Squeeze a crystal of anatase, a form of TiO₂ used as a photocatalyst and as a white pigment, by the same fraction along all three axes. Why does each further squeeze cost more pressure than the one before? And why does the crystal then push back harder sideways than along its long axis, although every direction has been shortened equally? The first answer lies in how two neighbouring ions repel each other, the second in how the bonds are laid out.

Anatase TiO₂ at fixed cell shape, computed with Ansatz 0.2.0: HSE06, PAW potentials, plane-wave cutoff 420 eV, 6×6×6 k mesh, fixed occupations, no spin polarisation. The cell shape and the atomic positions at each volume come from r2SCAN. Pressure and stress are positive in compression, and z runs along the long axis.

```csv
volume (Å³/atom),c/a,shortest distance (Å),pressure (GPa),stress xx (GPa),stress zz (GPa)
10.084,2.5368,1.848,30.40,34.20,22.800
10.402,2.5367,1.869,20.40,23.00,15.300
10.727,2.5368,1.890,11.70,13.20,8.500
11.059,2.5368,1.911,4.10,4.80,2.500
11.398,2.5368,1.933,-2.60,-2.40,-3.000
11.743,2.5368,1.955,-8.30,-8.60,-7.900
12.095,2.5367,1.976,-13.30,-13.80,-12.300
12.455,2.5368,1.999,-17.50,-18.10,-16.300
12.821,2.5368,2.017,-21.10,-21.70,-19.900
```

The cell at 11.398 Å³/atom was optimised with another functional, r2SCAN, and the others are that cell shrunk or enlarged in steps of 1% in length. The ratio c/a of the long edge to the short one is therefore imposed, and its constancy is no finding. The atoms inside each cell were relaxed with r2SCAN too, while the stresses come from the hybrid functional HSE06. A positive stress means that the cell pushes outwards, a negative one that it pulls inwards.

The pressure falls from 30.4 GPa in the smallest cell to -21.1 GPa in the largest. The first step brings it down by 10.0 GPa and the last by only 3.6 GPa, and each step between is smaller than the one before it. The crystal stiffens when squeezed and softens when stretched.

The standard explanation is a contest between two forces of different reach. Titanium and oxygen attract each other by their opposite charges and by covalent bonding, and this attraction changes gently with distance. Against it stands the repulsion of filled electron shells, which the Pauli principle keeps from sharing the same space and which rises steeply as the shells begin to overlap. Each squeeze therefore adds more repulsion than attraction, and this surplus grows from step to step. Each stretch takes away more repulsion than attraction, so that the crystal pulls inwards, but the surplus shrinks as the repulsion weakens. The stiffness itself is owed to the repulsion, for attraction alone would let the crystal collapse.

The idea can be put into a formula. Let the attractive energy vary with the volume $V$ as $-V^{-1/3}$, as a Coulomb energy does, and the repulsive energy as $V^{-n/3}$ with a larger power $n$. Pressure is minus the slope of energy against volume, so that

$$P = -A\,x^{4/3} + R\,x^{1+n/3}, \qquad x = V_{\mathrm{ref}}/V,$$

where $V_{\mathrm{ref}}$ is the volume of the r2SCAN cell and $A$ and $R$ measure the strength of attraction and repulsion.

A least-squares fit of $A$, $R$ and $n$ to all nine rows leaves a typical miss of 0.04 GPa, less than the 0.1 GPa to which the pressures are rounded. That shows the form to be adequate, but it doesn't prove the cause, since another smooth law with three constants might do as well. The three constants also compensate for one another, so none of them should be read as a property of the ions.

How much the curvature matters is seen by leaving it out. Between the rows at 11.059 and 11.398 Å³/atom the pressure falls by 6.7 GPa, which gives a bulk modulus $K$, the pressure change per relative change of volume, of

$$K = \frac{6.7}{\ln(11.398/11.059)} \approx 222\ \text{GPa}.$$

Interpolation between the same two rows puts zero pressure at 11.27 Å³/atom. If $K$ stayed constant, the smallest cell would have

$$P = 222 \times \ln(11.27/10.084) \approx 25\ \text{GPa}.$$

The table gives 30.4 GPa for that row, which had no part in the estimate, so a constant stiffness falls short by nearly a fifth of the computed pressure. For the largest cell the same sum gives about -29 GPa, where the calculation finds -21.1 GPa. A single bulk modulus thus understates the push of a strongly squeezed crystal and overstates the pull of a strongly stretched one. It serves only for small changes of volume.

The zero of pressure also tells the two functionals apart. In the r2SCAN cell the HSE06 pressure is -2.6 GPa, so at this shape HSE06 prefers a volume about 1% smaller. Pressures obtained from differences of the total energy lie 0.4 to 0.6 GPa above the printed ones. The likely cause is the oxygen atoms. They sit where r2SCAN puts them, and HSE06 still finds forces on them of roughly 0.16 eV/Å along the long axis. With each step in size these atoms also shift by about 0.01 Å within the cell, beyond the mere scaling of all distances. If the forces point along this shift, their work adds about 0.5 GPa to the pressure obtained from energies, but nothing to the stress, which is taken at fixed relative positions. With a slope near 20 GPa per Å³/atom, the gap moves the zero by only about 0.03 Å³/atom.

The second question concerns direction. In the smallest cell the stress is 34.2 GPa in the plane (stress xx) but 22.8 GPa along the long axis (stress zz). A cubic oxide such as MgO, strained in the same way, would show the same kind of curved pressure but no such difference, because its three axes are equivalent. The inequality therefore belongs to the structure of anatase and not to compression as such.

Around the r2SCAN cell, 1% of strain in all directions changes stress xx by 6.7 GPa and stress zz by 5.2 GPa. In terms of the elastic constants $C_{ij}$, which give the stress in one direction caused by strain in another, the first rate is $C_{11}+C_{12}+C_{13}$ and the second $C_{33}+2C_{13}$. The first exceeds the second if $C_{11}+C_{12} > C_{33}+C_{13}$. Solving the same elastic equations for equal pressure on all faces gives exactly this condition for the long axis to shorten by the larger fraction.

So the long axis is the soft one. If the shape were left free, c/a would fall under moderate pressure until the stresses were equal. That freedom makes a crystal easier to compress, and the bulk modulus found here, at fixed shape, is thus an upper estimate for the freely compressed crystal at this level of theory. An engineer who wants the compressibility of a powder in a fluid needs the free-shape value.

The softness can be traced to the bonds. Each titanium atom has four oxygen neighbours nearly in its own plane and two on the axis above and below, and near the normal volume the four in-plane bonds are the shorter ones. Along each short edge run chains Ti–O–Ti that are almost straight, with an angle of about 155.5° at the oxygen in the r2SCAN cell. The oxygen stands out of the chain by a small height $h$, towards the titanium atom to which its axial bond leads.

Symmetry then ties the lengths together. Half the short edge, $a/2$, and the height $h$ are the two legs of a right triangle whose long side is the in-plane bond. Along the other direction, a quarter of the long edge is the axial bond plus $h$. The volume, c/a and the shortest distance thus suffice to find both kinds of bond.

Take the smallest cell. The conventional cell holds 12 atoms, which gives $a = (12 \times 10.084/2.5368)^{1/3} = 3.627$ Å and $c/4 = 2.300$ Å. With the shortest distance as the in-plane bond,

$$h = \sqrt{1.848^2 - 1.8133^2} \approx 0.356\ \text{Å},$$

and the axial bond is $2.300 - 0.356 = 1.944$ Å.

The same steps for the cell at 12.455 Å³/atom show how the strain is shared out. From the smallest cell to this one every edge grows by 7.3%, but the in-plane bonds grow by 8.2% and the axial bonds by only 3.3%. About three fifths of the growth along the long axis goes into the height $h$, mostly by bending the chains further. The axial bond is spared more than half of the strain.

Here is the likely reason for the soft axis. Bending a bond angle usually costs much less energy than changing a bond length. Along the long axis the crystal can use this cheap motion, whereas in the plane an almost straight chain has little slack, and its bonds must follow the edge. The division of the strain follows from the table and the symmetry; that it causes the difference in stress is an argument, which a calculation with the oxygen atoms held at fixed relative positions could test.

The difference between the two stresses levels off as the cell is stretched. It runs from +11.4 GPa in the smallest cell through zero to about -1.8 GPa, where it stays for the last two rows. The change of sign is natural: the stiff direction pushes harder when squeezed and pulls harder when stretched, so the difference should vanish near the volume of zero pressure. It does so at a somewhat larger volume, as can happen when c/a and the oxygen positions come from r2SCAN and not from HSE06.

The levelling off means that the plane loses its extra stiffness. From the first step to the last, the change in stress xx shrinks by a factor of 3.1 and that in stress zz by 2.1, until both are 3.6 GPa per step. This fits the picture of the bonds, because the in-plane bonds are stretched much further and so lose more of their steep repulsion. The table can't separate this from a change in the cost of bending.

Where exactly the two stresses become equal is uncertain. The differences in the rows on either side, +0.6 and -0.7 GPa, are small, the stresses of all rows carry a warning that they are only loosely converged, and HSE06 would place the oxygen atoms slightly differently. How much the stresses would change if the atoms were allowed to follow the forces on them hasn't been computed. The large difference in the squeezed cells is much safer than the small ones near balance.

One irregularity remains, in the shortest distance. It grows by 0.021 to 0.023 Å in each step up to 12.455 Å³/atom, but by only 0.018 Å in the last. If the in-plane bond were still the shortest there, the height $h$ would have stopped growing, at 0.457 Å, after rising in every earlier step.

A smooth curve, quadratic in the strain and fitted to the other eight rows, leads instead to 0.476 Å for the last cell. If the shortest distance is now the axial bond, then $h = 2.492 - 2.017 = 0.475$ Å, in line with that curve. The in-plane bonds, stretched faster all along, have most probably overtaken the axial ones, though by only about 0.004 Å. The short last step is then no jolt in the crystal: the column has merely passed from one kind of bond to the other.
